## Recompute or correct by hand?

You have a good value for the gap of bulk PtS₂ at one set of lattice constants, and you want it for a crystal whose lengths are all a few per cent smaller or larger. Must the costly hybrid calculation be repeated, or will a correction on paper do? That depends on how fast the gap moves with strain, and on whether this rate hangs on the functional.

Three sizes answer most of the question. Compressing all lengths by about 5 % narrows the gap by about 0.4 eV. Expanding them by 5 % widens it by less than 0.1 eV. Going from PBE to the hybrid HSE06 raises the unstrained gap by 0.6 eV, yet alters the effect of strain by only 0.07 eV at most.

The choice of functional therefore matters for the starting gap much more than for the correction. The work should go into one good unstrained value, and the strain can be added by hand.

Band gaps of bulk PtS₂ (space group P-3m1, unstrained a = 3.553 Å, c = 5.123 Å) with all lengths strained equally, calculated with Ansatz 0.2.0 (plane-wave PAW DFT, no spin polarisation). The unstrained cell and the atomic positions at each strain were relaxed with r2SCAN+rVV10. The k mesh is 6×6×4 for HSE06 and 12×12×6 for PBE and r2SCAN; the band gap is indirect in all rows.

| functional | strain (%) | band gap (eV) | band gap change (eV) | least direct gap change (eV) |
| --- | --- | --- | --- | --- |
| HSE06 | -4.88 | 0.804 | -0.407 | -0.326 |
| HSE06 | -0.66 | 1.171 | -0.041 | -0.007 |
| HSE06 | 5 | 1.306 | 0.095 | -0.112 |
| PBE | -4.88 | 0.277 | -0.338 | -0.284 |
| PBE | -0.66 | 0.591 | -0.024 | -0.015 |
| PBE | 5 | 0.692 | 0.076 | -0.015 |
| r2SCAN | -4.88 | 0.431 | -0.359 | -0.302 |
| r2SCAN | -0.66 | 0.761 | -0.029 | -0.012 |
| r2SCAN | 5 | 0.836 | 0.046 | -0.049 |

Strain is the change of every length in per cent, negative for compression. The band gap change is counted from the unstrained gap of the same functional, so that subtracting it from the band gap gives back the starting value.

## Why squeezing counts for more than stretching

PtS₂ consists of layers in which each Pt atom sits in an octahedron of six S atoms. In the usual ligand-field picture the platinum is Pt(IV) with six d electrons, which fill the lower group of d levels. The empty upper group points at the sulphur atoms and is antibonding with them. The conduction edge comes from these antibonding states, and the valence edge has much sulphur p character.

Compression then does two opposite things. Shorter Pt–S bonds push the antibonding states up, which opens the gap. Closer S–S contacts, above all those between the layers, broaden the bands, so that the top of the valence band and the bottom of the conduction band approach each other. The table shows that the gap shrinks under compression, so in this picture the broadening wins.

It wins by more the harder one squeezes. The overlap of two orbitals decays roughly exponentially with distance, so each further step of compression adds more overlap than the step before. The contacts between layers are also softer than the Pt–S bonds and should take up more than their share of the shortening. Under expansion these contacts soon become weak, and little is left to gain by weakening them further. Meanwhile the stretched bonds go on lowering the antibonding states, and the two effects nearly cancel.

This orbital account is an argument from standard bonding theory; the calculation gives no breakdown of the states into atomic orbitals. For another layered crystal it suggests the question to ask first: do the band edges answer more to the bonds within the layer or to the contacts between layers?

## A second reason for the bend

The gap is the smallest distance between any filled and any empty state. Several points in the band structure compete to be the valence edge, and strain moves them at different rates. Whenever a new point takes over, it does so because it gives a smaller gap. A change of edge can therefore only hold the gap down.

This happens here. Under strong compression the valence edge lies at Γ, the centre of the Brillouin zone, in all three functionals. At +5 % it lies away from the centre, and in all three it stands at least 0.03 eV above Γ. Without this takeover, the gap at +5 % would be larger by at least that much in each of them.

The takeover isn't the whole story, however. In HSE06 the edge stays at Γ from zero strain to −4.88 %. Even so, the change per per cent of strain grows from 62 meV for the small compression to 83 meV for the large one. In PBE the edge stays off-centre from −0.66 % to +5 %, and the rate still drops from 36 to 15 meV per per cent. The PBE edge does shift its position between these strains, so HSE06 is the clearer case: its curve bends although the edge stays put.

## The rule

A smooth bend calls for one term beyond a straight line. With s for the strain in per cent,

change of gap = p·s + q·s²

Dividing by s turns this into a straight line, change/s = p + q·s, and two points fix a line. The points are the band gap changes at the two large strains, each averaged over the three functionals and divided by its strain:

- at −4.88 %: 75 meV per per cent
- at +5 %: 14 meV per per cent

The slope of the line is q = (75 − 14)/(−4.88 − 5) ≈ −6. Going back from −4.88 % to zero strain gives p ≈ 45. The rule to remember is

**change of gap in meV ≈ 45·s − 6·s²**

The linear term follows the sign of the strain, while the square always lowers the gap. Under compression the two add up, and under expansion they work against each other. The two constants sum up the curve as a whole, and neither of them measures one of the bonding effects described above.

## Two rows worked

Take first HSE06 at −4.88 %. The unstrained gap is 0.804 + 0.407 = 1.211 eV.

- linear term: 45 × (−4.88) = −220 meV
- square term: −6 × 4.88² = −143 meV
- change: −363 meV
- estimated gap: 1.211 − 0.363 ≈ 0.85 eV

The full calculation gives 0.804 eV. The estimate misses by 45 meV, or 11 % of the change, and this is the largest miss in the table.

Now take r2SCAN at +5 %. The unstrained gap is 0.836 − 0.046 = 0.790 eV.

- linear term: 45 × 5 = +225 meV
- square term: −6 × 5² = −150 meV
- change: +75 meV
- estimated gap: 0.790 + 0.075 = 0.865 eV

The full calculation gives 0.836 eV. The gap is off by less than 4 %, but the change itself is overestimated by 63 %. What remains here is a small difference between two large terms, so any error in either of them weighs heavily. Under expansion the rule is good for the gap but can be far off for the change.

Both rows belong to the averages from which the constants were taken. They show how to use the rule and how far a single functional strays from the average, but they don't test its shape.

## What the small strain tests

The three rows at −0.66 % had no part in finding the constants. For them the rule gives −32 meV, while the calculated changes average −31 meV. The largest miss among the three is 9 meV; relative to the change, the worst is PBE with 35 %. This is the only independent check of the curve's shape, and it covers one strain.

The obvious simpler rule has a single rate for all strains, as with a constant deformation potential. Fitted by least squares to all nine rows, it is typically wrong by 125 meV, against 21 meV for the curved rule. It makes far too much of expansion and too little of compression.

A tougher rival uses two straight lines, one for compression and one for expansion, meeting at zero strain. Fitted in the same way, it does almost as well over the whole table, with a typical error of 23 meV. It fails at the small strain, where it misses by up to 25 meV on changes of only 24 to 41 meV. For small compressions the curve is therefore the better choice; small expansions weren't calculated.

## Why one rule serves three functionals

PBE, r2SCAN and HSE06 disagree mainly about how far the empty states lie above the filled ones. To a first approximation this is a constant offset, which drops out when two strains are compared. The effect of strain comes from overlaps between orbitals, and these are much alike in all three. The table supports the nearly constant offset through the contrast between the large spread of the gaps and the small spread of their changes. It doesn't test the explanation by overlaps.

The agreement has a limit that no common rule can beat. At −4.88 % the changes differ by 69 meV between PBE and HSE06, so a single number must miss one of them by at least half of that. HSE06 reacts most strongly at each strain, but these rows don't reveal why. Its calculations used a coarser mesh of k points and, like those with r2SCAN, looked for the band edges at points located with PBE.

All three functionals also shared the same atomic positions, relaxed with r2SCAN+rVV10. Had each relaxed the atoms for itself, the changes might differ more.

## Where the rule stops

**Between zero and +5 %.** The rule puts the widest gap near +4 %. A maximum is plausible where two opposing effects balance, but no strain between zero and +5 % was calculated. Neither its position nor its existence is established, and beyond +5 % or −4.88 % the rule has no support.

**Real pressure and real films.** Here all lengths change by the same fraction. To hold the crystal in that shape at −4.88 % takes a stress in the plane 2.5 times that along the layer normal, according to r2SCAN. Under true hydrostatic pressure the soft direction between the layers would give way more. A PtS₂ film strained in the plane by its substrate is free to relax along the normal, so the rule shouldn't be used to set its gap.

**Light absorption.** The rule holds for the indirect gap. The least direct gap, where strong absorption would be expected to start, falls in every row. At +5 % in HSE06 it drops by 0.112 eV while the indirect gap rises by 0.095 eV. Used for this onset, the rule would thus give the wrong sign under expansion.

**Spin–orbit coupling.** It is absent from the calculation, although platinum is a heavy atom. It could change which of two nearly level points forms the valence edge, and with it the rate at which the gap moves. It also matters more where the gap is small, as in PBE at −4.88 %, where only 0.277 eV remains.
